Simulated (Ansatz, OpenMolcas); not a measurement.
**BSiH3OF2 (SMILES FB(F)O[SiH3]): methods side by side**

The species is BSiH3OF2 (8 atoms), meant as a singlet with charge 0. As SMILES, `FB(F)O[SiH3]`. Geometry: relaxed at PBE0-D4/def2-TZVP.

Quantity: the vertical energy of the triplet above the singlet, in eV. The values are calculated.

```csv
level,kind,program,value (eV),CPU time (all runs)
SVWN5/cc-pVDZ,LDA,Ansatz,7.12,32 s
BLYP/cc-pVDZ,GGA,OpenMolcas,7.32,2 min
revPBE/cc-pVDZ,GGA,OpenMolcas,7.23,99 s
TPSS/cc-pVDZ,meta-GGA,OpenMolcas,7.48,2.9 min
M06-2X/cc-pVDZ,hybrid meta-GGA,OpenMolcas,8.15,2.2 min
PBE0/cc-pVDZ,global hybrid,OpenMolcas,7.69,1.8 min
wB97M-V/cc-pVDZ,range-separated hybrid,Ansatz,8.12,6.6 min
B2PLYP/cc-pVDZ,double hybrid,Ansatz,8.04,74 s
MP2/cc-pVDZ,perturbation theory,Ansatz,8.53,27 s
CCSD/cc-pVDZ,coupled cluster or CI,Ansatz,8.46,4.5 min
```

The values span 7.12 to 8.53 eV. A triplet this far above the singlet is often a Rydberg-like or dissociative state; sets without diffuse functions put Rydberg states too high. The second state's dipole differs much between rows, so they may not all be the same state. CPU times are rough (shared hosts, several kinds of processor and program).

Every method places the triplet far above the singlet, so the closed-shell configuration is clearly preferred at this geometry. That fits the bonding: the molecule has a σ framework with no low-lying π* orbital of the kind found in a carbonyl or alkene. Boron's formally empty p orbital is the obvious acceptor, but π donation from fluorine and oxygen pushes it up, while the lone pairs that would supply the electron are held tightly by these electronegative atoms. Excitation therefore probably means promotion from a lone pair or σ bond into a high-lying antibonding or diffuse orbital.

The four semilocal functionals give the lowest values, the hybrids and the double hybrid come next, and CCSD and MP2 lie highest at 8.46 and 8.53 eV; the order probably reflects, at least in part, the growing share of exact exchange. The vertical gap says little about the energy of a relaxed triplet, which could fall substantially if a Si–O or Si–H bond stretches.
